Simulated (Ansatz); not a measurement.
# From the elastic tensor of Si at 3 GPa (stress–strain coefficients) to moduli and sound speeds

All numbers below come from DFT LDA, scalar-relativistic, plane waves, PAW (Ansatz 0.2.0). Plane waves to 420 eV; Γ-centred k mesh 12×12×12; fixed occupations. No spin polarisation.

The structure is cubic, space group Fd-3m (No. 227). Conventional cell: a = 5.350 Å, b = 5.350 Å, c = 5.350 Å, α = 90.00°, β = 90.00°, γ = 90.00°. Si (site symmetry -43m) has 4 Si at 2.32 Å as nearest neighbours.

Relaxed-ion constants (GPa, on the Cartesian axes of the calculation):
```
173.2  76.8  76.8   0.0   0.0   0.0
 76.8 173.2  76.8   0.0   0.0   0.0
 76.8  76.8 173.2   0.0   0.0   0.0
  0.0   0.0   0.0  77.0   0.0   0.0
  0.0   0.0   0.0   0.0  77.0   0.0
  0.0   0.0   0.0   0.0   0.0  77.0
```

Density 2.437 g/cm³; 2 atoms in 38.28 Å³.

The values that follow are for a polycrystal of randomly turned grains, by Hill's mean where one number stands.

| Item | Value |
| --- | --- |
| Bulk modulus, Voigt / Reuss / Hill | 108.9 / 108.9 / 108.9 GPa |
| Shear modulus, Voigt / Reuss / Hill | 65.5 / 62.2 / 63.8 GPa |
| Young's modulus | 160 GPa |
| Poisson ratio | 0.255 |
| Pugh ratio B/G | 1.71 |
| Universal anisotropy index | 0.27 |
| Longitudinal and transverse sound speeds | 8923 and 5118 m/s |
| Debye temperature from the mean sound speed | 633 K |

Cost: 1 run of about 0.49 core-minutes, on Intel Xeon Platinum 8375C (Ice Lake) (shared hosts).

Compressed silicon keeps the elastic character of a tetrahedral covalent network. The shear constant C44, 77.0 GPa, clearly exceeds half the difference between C11 and C12, so the crystal is stiffest along the ⟨111⟩ bond directions. Tetragonal shear is softer because it is accommodated mainly by bending bond angles, which costs less than stretching bonds.

The near equality of C12 and C44 is not a sign of central forces. For stress–strain coefficients under hydrostatic load, the Cauchy condition requires C12 to exceed C44 by twice the pressure. The computed pair falls short of that, as expected where directional sp³ bonds resist angular distortion.

The positive shear and bulk combinations show that the diamond structure is elastically stable against small homogeneous strains at this pressure, but they do not settle its enthalpy relative to the β-tin phase. Nor does the Pugh ratio of 1.71, close to the customary ductile–brittle boundary, imply incipient ductility: plasticity in silicon is governed by the high lattice resistance to dislocation motion, which elastic moduli do not capture.
